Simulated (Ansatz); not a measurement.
# A series in volume per atom on Si2Mo

All results are calculated (Ansatz 0.2.0). Periodic Kohn-Sham DFT of a crystal at fixed atoms; pressure and stress are positive in compression; the energy is the free energy less that of spherical unpolarised free atoms; site moments are those in the method's own spheres, positive along +z.

Cell of the first row (space group I4/mmm, No. 139):
```
cell vectors (Å)
  -1.5784     1.5784     3.8774
   1.5784    -1.5784     3.8774
   1.5784     1.5784    -3.8774
atoms (fractions of the cell vectors)
Si  0.33300  0.33300  0.00000
Si  0.66700  0.66700  0.00000
Mo  0.00000  0.00000  0.00000
```

Settings of every row: method all-electron LAPW; functional PBEsol; relativity scalar; k mesh 16x16x16; filling fermi-dirac; smearing width 0.08 eV; basis error target 1 meV/atom; nucleus gaussian.

Atom start moment: 0 on all atoms.

| row | volume per atom (Å³) | pressure (GPa) | energy less free atoms (eV/atom) |
| --- | --- | --- | --- |
| 1 | 12.879 | 6.72 | -8.3488 |
| 2 | 13.282 | ? | ? |
| 3 | 13.416 | -2.685 | -8.355 |
| 4 | 13.684 | -6.669 | -8.3471 |
| 5 | 14.221 | -13.426 | -8.313 |

Question: what pressure and energy less free atoms should row 2 give?

Worked fit of pressure. Take u = (V_r/V)^(2/3) − 1 with V_r = 13.55 Å³ an atom, which is twice the finite (Eulerian) strain; such expansions in the strain, on which the Birch-Murnaghan equation of state is built, carry the rest volume and the bulk modulus. The shown rows have u = 0.03444, 0.00665, -0.00654, -0.03171. Least squares give pressure = −4.732 + 302.135 × u + 882.09 × u² GPa; a straight line predicts inner rows, each left out in turn, worse (root mean square 0.63 against 0.0025 GPa). The rows lie off it by 0.000, -0.001, 0.001, 0.000. The pressure vanishes at u = 0.0150, or V = 13.25 Å³ an atom, and there the bulk modulus at fixed shape and fractions is B = −V dP/dV = (2/3)(1 + u) dP/du = 222 GPa. Letting shape and atoms relax would as a rule lower it, by much in layered, chain or molecular crystals. The withheld row has u = 0.01341, so the fit gives −4.732 + 302.135 × (0.01341) + 882.09 × (0.01341)² = -0.522 GPa.

The calculation gave -0.523 GPa. The fit lies 0.001 GPa (0.005 % of the column's range) above it, one unit of the last digit.

Worked fit of energy less free atoms. Take u = (V_r/V)^(2/3) − 1 with V_r = 13.55 Å³ an atom, which is twice the finite (Eulerian) strain; such expansions in the strain, on which the Birch-Murnaghan equation of state is built, carry the rest volume and the bulk modulus. The shown rows have u = 0.03444, 0.00665, -0.00654, -0.03171. Least squares give energy less free atoms = −8.35188 − 0.5957 × u + 19.891 × u² eV/atom; a straight line predicts inner rows, each left out in turn, worse (root mean square 0.014 against 7.4e-05 eV/atom). All shown rows lie on it to the printed digit. Its lowest point lies at u = 0.0150, or V = 13.25 Å³ an atom, and the curvature there gives the bulk modulus at fixed shape and fractions, B = (4/9)(1 + u)² E″(u)/V = 220 GPa. Letting shape and atoms relax would as a rule lower it, by much in layered, chain or molecular crystals. The withheld row has u = 0.01341, so the fit gives −8.35188 − 0.5957 × (0.01341) + 19.891 × (0.01341)² = -8.3563 eV/atom.

The calculation gave -8.3563 eV/atom. The fit meets it to the printed digit.
